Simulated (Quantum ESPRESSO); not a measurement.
# Energy of MnSi (FeSi-type) against its fixed total spin moment in LDA

Whether a magnetic model of MnSi may treat the manganese moments as arrows of fixed length, or must let their length vary, depends on what it costs to change the moment. MnSi is a metal whose magnetic order twists slowly through the crystal and can form skyrmions, which are studied as carriers of information, so the choice of model has practical weight. Here the total spin moment of the eight-atom cell, which holds four Mn and four Si, is fixed at a series of values in LDA, with atoms and cell unchanged. Energies are counted per cell from the run in which the moment is free. The holding field is the slope of energy against moment, and the rate at which it changes is the stiffness.

## Systems and settings

One system, MnSi (FeSi-type, P2_13), 8 atom(s) a primitive cell, from cells typed from measured lattice constants. Quantum ESPRESSO 7.5, plane waves with GBRV 1.5 LDA pseudopotentials, cutoff 544 eV, Fermi-Dirac smearing of 0.05 eV, k meshes whose coarsest spacing along a reciprocal vector is 0.17 1/Å over all runs (2π included). Functional: LDA, no Hubbard U; collinear spins, no spin-orbit coupling. Atoms and cell are fixed. The total spin moment is held at set values by separate Fermi energies for the two spins, starting from parallel moments on Mn; one run leaves it free. Runs that did not converge or carry a known fault are not listed.

Notes on method and selection:

- Only states reached from a parallel start are followed; an antiferromagnetic order, which may lie lower, is outside this curve.
- Site moments count the spin inside each program's own atomic sphere, so they depend somewhat on its radius and leave out the spin between the spheres.
- Quantum ESPRESSO sets the radius of an element's spheres to about 0.41 of its shortest distance to a neighbour.
- The variable on the horizontal axis was chosen because the fit in it was close; otherwise the moment or the wavevector itself is used without a fit.
- A measured moment is set beside the table only where the run ends ferromagnetic and the measured order is ferromagnetic too.
- Runs that did not converge, have known faults or may not be shown are not listed, and runs on Ansatz's PAW sets soft_1 and soft_2 are kept to separate tables.

Columns:

- total moment (μB per cell): total spin moment of the cell, held fixed (free in one row).
- site moment (μB): largest site spin moment.
- absolute moment (μB per cell): integral of the absolute spin density over the cell.
- energy (meV per cell): free energy less that of the run with the moment left free.
- holding field (meV per μB): half the difference of the up and down Fermi energies that hold the moment, equal to dE/dM.

Input lines of one member:

```
&SYSTEM
  ecutwfc = 40
  ecutrho = 280
  nbnd = 55
  occupations = 'smearing'
  smearing = 'fd'
  degauss = 0.00367493
  nspin = 2
  starting_magnetization(1) = 0.0549
  starting_magnetization(2) = 0
  tot_magnetization = 3.292
/
&ELECTRONS
  conv_thr = 1.6d-08
  mixing_beta = 0.3
/
K_POINTS automatic
8 8 8 0 0 0
```

Command (options for logging and memory left out): `pw.x -in pw.in`

## The series

| member | total moment (μB per cell) | site moment (μB) | absolute moment (μB per cell) | energy (meV per cell) | holding field (meV per μB) | remark |
| --- | --- | --- | --- | --- | --- | --- |
| 0.00 muB | 0.00 | 0.000 | 0.00 | 103.9 | 0.0 |  |
| 0.55 muB | 0.55 | 0.140 | 0.64 | 99.4 | −16.0 |  |
| 1.10 muB | 1.10 | 0.279 | 1.27 | 86.7 | −29.7 |  |
| 1.65 muB | 1.65 | 0.419 | 1.90 | 67.9 | −37.7 |  |
| 2.19 muB | 2.19 | 0.557 | 2.53 | 46.0 | −41.7 |  |
| 2.74 muB | 2.74 | 0.694 | 3.15 | 23.0 | −40.5 |  |
| 3.29 muB | 3.29 | 0.828 | 3.75 | 4.4 | −23.6 |  |
| free | 3.64 | 0.910 | 4.12 | 0.0 | 0.0 | moment left free |
| 3.84 muB | 3.84 | 0.959 | 4.34 | 2.1 | 22.4 |  |
| 4.39 muB | 4.39 | 1.094 | 4.94 | 37.4 | 92.0 |  |
| 4.94 muB | 4.94 | 1.230 | 5.55 | 93.2 | 109.1 |  |
| 5.49 muB | 5.49 | 1.365 | 6.14 | ? | ? |  |
| 6.04 muB | 6.04 | 1.497 | 6.73 | 226.6 | 136.1 |  |

Cells marked ? are withheld until the estimate has been made.

## Interpretation

The energy falls from row to row between zero moment and the free run at 3.64 μB, then rises. The non-magnetic state lies 103.9 meV per cell above the free one, or 103.9 / 4 = 26.0 meV per Mn.

Around the minimum the holding field goes from −23.6 to 22.4 meV per μB while the moment grows from 3.29 to 3.84 μB. The mean stiffness is therefore (22.4 + 23.6) / 0.55 = 84 meV per μB². Shortening the moment by about a tenth, to 3.29 μB, costs only 4.4 meV per cell, about 1 meV per Mn. A model with rigid lengths leaves out this cheap change.

In a rigid-band picture the stiffness is d²E/dM² = ¼(1/N↑ + 1/N↓) − I/2, where N↑ and N↓ are the densities of states of the two spins at their Fermi energies and I is the effective exchange parameter of the cell. The first term is the cost of moving electrons from one spin to the other, the second the gain in exchange. At small moment the gain wins: the field starts at zero and reaches −16.0 meV per μB at 0.55 μB, a negative stiffness of −16.0 / 0.55 = −29 meV per μB².

The steepest change of field lies between 3.84 and 4.39 μB, where the stiffness averages (92.0 − 22.4) / 0.55 = 127 meV per μB². Over the next step it drops to (109.1 − 92.0) / 0.55 = 31 meV per μB². Electron counting offers a reason. FeSi, with one more electron per formula unit, has a small gap in the same structure. MnSi lacks four electrons per cell for that filling, and at 4 μB all four can be missing from the minority spin, which leaves the majority spin filled up to its gap. A larger moment must then place majority electrons above the gap, so their Fermi energy jumps. The densities of states that would confirm this are not shown in the table.

## Predicting the missing value

Plain estimates from the members shown:

- 5.49 muB, straight-line interpolation between 4.94 muB and 6.04 muB: w = (5.49 − 4.94) / (6.04 − 4.94) = 0.500, so 93.2 + 0.500 × (226.6 − 93.2) = 159.9 meV per cell

The straight line between 4.94 and 6.04 μB gives 159.9 meV per cell, but it ignores the holding fields. These rise from 109.1 to 136.1 meV per μB, so the energy curves upward and its midpoint should lie below the chord.

A cubic that matches both energies and both slopes has the midpoint value E = (E₁ + E₂)/2 + h(F₁ − F₂)/8, where F is the holding field and h the distance between the outer rows. The shift is 1.10 × (109.1 − 136.1) / 8 = −3.7, and the estimate is 159.9 − 3.7 = 156.2 meV per cell.

The energies and fields agree well over this interval: the mean slope is (226.6 − 93.2) / 1.10 = 121.3 meV per μB, against a mean of the two end fields of (109.1 + 136.1) / 2 = 122.6. This gives no sign of another large jump in the field.

The same formula can be tried on the eight fixed-moment rows from 0.55 to 4.39 μB, each from its two fixed-moment neighbours. Six are met within about 0.5 meV. The misses are larger beside the steep rise of the field: 5.0 against 2.1 at 3.84 μB, and (2.1 + 93.2) / 2 + 1.10 × (22.4 − 109.1) / 8 = 35.7 against 37.4 at 4.39 μB. The root-mean-square miss over all eight is 1.2 meV per cell, which is taken as the error bar.

**Committed estimate, 5.49 muB: energy = 156.2 ± 1.2 meV per cell.**

## Result

| member | total moment (μB per cell) | site moment (μB) | absolute moment (μB per cell) | energy (meV per cell) | holding field (meV per μB) |
| --- | --- | --- | --- | --- | --- |
| 5.49 muB | 5.49 | 1.365 | 6.14 | 156.2 | 121.0 |

| member | estimate | energy (meV per cell) | computed | estimate − computed | miss in error bars |
| --- | --- | --- | --- | --- | --- |
| 5.49 muB | committed | 156.2 | 156.2 | 0.0 | 0.0 |
| 5.49 muB | interpolation | 159.9 | 156.2 | +3.7 |  |

The committed estimate of 156.2 meV per cell agrees with the computed energy to the printed digit, while the straight line is 3.7 too high. The correction from the end fields therefore accounts for the whole miss of the chord. An error bar of 1.2 was wide for this place, since it came mostly from the two rows beside the steep rise of the field.

The assumption that no second jump lies between 4.94 and 6.04 μB is supported by the new holding field of 121.0 meV per μB. The stiffness is (121.0 − 109.1) / 0.55 = 22 meV per μB² in the first half of the interval and (136.1 − 121.0) / 0.55 = 27 in the second, both far below the 127 found between 3.84 and 4.39 μB.

The success says little about the cause of that earlier jump. The formula uses energies and slopes on either side of the missing row and would work equally well for any smooth curve. The filling of the majority spin up to a gap near 4 μB remains a likely explanation, which densities of states could confirm.

## Members off the line

A useful reference is the simplest double-well form, E = E₀(1 − M²/M₀²)², with E₀ = 103.9 meV per cell and M₀ = 3.64 μB taken from the non-magnetic and free rows. Up to 3.84 μB it stays within 4 meV of every row. Beyond that it fails, first in one direction and then in the other. The close match at smaller moments holds for the free energy at a smearing of 0.05 eV; with the electronic entropy taken out, the form fits less well there.

At 4.39 and 4.94 μB the computed energies lie above the form by about 16 and 20 meV. A gap in the majority spin would act in this direction, because electrons added beyond 4 μB have to start from the far side of it. Between 3.84 and 4.39 μB the two Fermi energies move apart by 2 × (92.0 − 22.4) = 139 meV, so a gap of the order of 0.1 eV would be enough. The smearing of 0.05 eV blurs a gap of this size, so its width cannot be read from the fields.

At 6.04 μB the computed energy is about 93 meV below the form, the largest departure of the series. Here the field rises slowly, whereas the quartic term makes it grow ever faster. A high density of majority states above the gap would keep the field low in this way. The departure is thus a failure of the quartic form at large moment and gives no reason to suspect the run.

## Checking against experiment

| member | quantity | measured | computed | computed − measured | conditions | source |
| --- | --- | --- | --- | --- | --- | --- |
| free | site moment (μB) | 0.4 | 0.910 | +0.510 (+127.5 %) | 0 K; static ordered moment per Mn, T to 0 K; total ordered moment, spin and orbital, against a spin moment inside a sphere | [1] |

Sources:

[1] "Understanding the $\mu$SR spectra of MnSi without magnetic polarons" (2014, arXiv:1405.0140)

Only the free run has a measured counterpart, so no trend can be compared. Its site moment of 0.910 μB is 0.910 / 0.4 = 2.3 times the measured ordered moment per Mn.

The choice of sphere is not the reason. The total moment divided over four Mn gives 3.64 / 4 = 0.91 μB, the same as the site moment. The measured value also includes an orbital part, but this is expected to be small in such a metal. MnSi orders in a long spiral, so the condition in my notes, that the measured order be ferromagnetic too, is not strictly met. From one atom to the next the spiral is nearly ferromagnetic, though, and it should change the length of the moment little. Smearing does not explain the excess either. The measured value is for 0 K and the run smears its electrons by 0.05 eV, but taking out the electronic entropy moves the minimum to a somewhat longer moment, further from the measured one.

A single compiled value would be thin evidence, but overestimated moments are a well-known failing of local functionals in weak itinerant magnets such as MnSi. The accepted reason is that spin fluctuations, present even at 0 K, weaken the tendency to order and are largely missing from LDA.

The table gives the size of the correction needed at this smearing. The measured moment corresponds to 4 × 0.4 = 1.6 μB per cell, close to the row at 1.65 μB, where the LDA field is −37.7 meV per μB. An added energy ½cM² with c = 37.7 / 1.65 = 22.8 meV per μB² would bring the minimum there.

## Conclusions and limits

In LDA, with a smearing of 0.05 eV, shortening the moment of MnSi by about a tenth raises the free energy by about 1 meV per Mn. In my interpretation I took this for the plain cost of the change, but it includes the entropy of electrons at a temperature well above that of a room. With the entropy taken out, the cost rises by an amount comparable with the 4.4 meV per cell itself, the non-magnetic state lies higher, and the row at 3.84 μB comes about level with the free one. The change remains cheap beside the depth of the well, so a model with rigid arrows still omits it, but 1 meV per Mn is not its cost at 0 K. All rows share one smearing and one k mesh, so the series does not test how far the energies depend on either. Up to 3.84 μB per cell the double-well form describes the free energy at this smearing to within 4 meV. For a new moment between two computed ones, energies and holding fields together serve much better than a straight line, with most care needed near 4 μB.

The stiffness of 84 meV per μB², again a value for this smearing, also gives the response to a magnet. With 1 μB in 1 T worth about 0.058 meV, a field of 10 T lengthens the moment by 10 × 0.058 / 84 = 0.007 μB per cell, or about 0.2 %. For colder electrons the minimum should lie nearer the steep rise of the holding field, and the response may differ.

These figures belong to the LDA minimum, whose moment is more than twice the measured one. Spin fluctuations are the main omission: they are held to lower the moment by more than half, to a region where the LDA free energy at this smearing is still 67.9 meV per cell above its minimum. Spin–orbit coupling, which sets the sense of the spiral and, in competition with exchange, its pitch, is far weaker on this scale.

[Logs are printed without paths, hosts, clocks, repeated set-up lines and the standing remarks that a program may print on its own settings, such as how far it seeks lower states.]
